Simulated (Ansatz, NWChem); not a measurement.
How methods differ on AlH3S (SMILES [AlH2][SH])

AlH3S has 5 atoms, charge 0, and is taken as a singlet. As SMILES, `[AlH2][SH]`. The coordinates come from a PBE0-D4/def2-TZVP relaxation.

```xyz
5

Al   -0.6161   -0.0642   -0.1817
S     1.1291   -0.3431    1.0966
H    -1.9817   -0.6501    0.3511
H    -0.4411    0.6960   -1.5564
H     1.9597    0.2878    0.2490
```

Each level gives the energy change with the Al1–H3 bond stretched from 1.579 to 3.473 Å (eV). The values are calculated.

| level | kind | program | value (eV) | CPU time (all runs) |
| --- | --- | --- | --- | --- |
| SVWN5/def2-TZVP (restricted) | LDA | Ansatz | 3.73 | 6.3 s |
| revPBE/def2-TZVP (restricted) | GGA | Ansatz | 3.67 | 10 s |
| TPSS/def2-TZVP (restricted) | meta-GGA | NWChem | 3.96 | 47 s |
| PBE0/def2-TZVP (restricted) | global hybrid | Ansatz | 4.11 | 10 s |
| wB97M-V/def2-TZVP (restricted) | range-separated hybrid | Ansatz | 4.36 | 82 s |
| wB97X/def2-TZVP (restricted) | range-separated hybrid | Ansatz | 4.50 | 42 s |
| PBE-QIDH/def2-TZVP (restricted) | double hybrid | Ansatz | 4.39 | 15 s |
| RPA@PBE/def2-TZVP (restricted) | RPA | Ansatz | 3.74 | 19 s |
| RPA@PBE0/def2-TZVP (restricted) | RPA | Ansatz | 4.08 | 19 s |
| CCSD/def2-TZVP (restricted) | coupled cluster or CI | NWChem | 3.66 | 4.8 min |

The first shape isn't each level's own minimum. The values span 3.66 to 4.50 eV. Times are those of the runs behind each value, whatever else they computed, on shared processors of several kinds: orders of magnitude only.

Stretching Al–H costs least with CCSD (3.66 eV) and revPBE (3.67 eV), and most with wB97X (4.50 eV). All the functionals containing exact exchange lie above the semilocal ones, although TPSS, at 3.96 eV, shows that the semilocal results are not uniform either. RPA also depends on its starting orbitals, giving a higher value with PBE0 than with PBE.

As the bond lengthens, the σ and σ* orbitals approach degeneracy, and the singlet needs both configurations to place one electron on each fragment. A single closed-shell determinant instead retains too much ionic character, an error that exact exchange probably exposes more fully than semilocal exchange does. CCSD can recover much of the missing pair correlation through the double excitation from σ to σ*, which makes it the more credible guide here.

The near-coincidence of revPBE with CCSD therefore doesn't establish that revPBE describes the separating electrons correctly. Nor does the spread measure the methods' accuracy for Al–H bonding near equilibrium, where this near-degeneracy is much weaker.
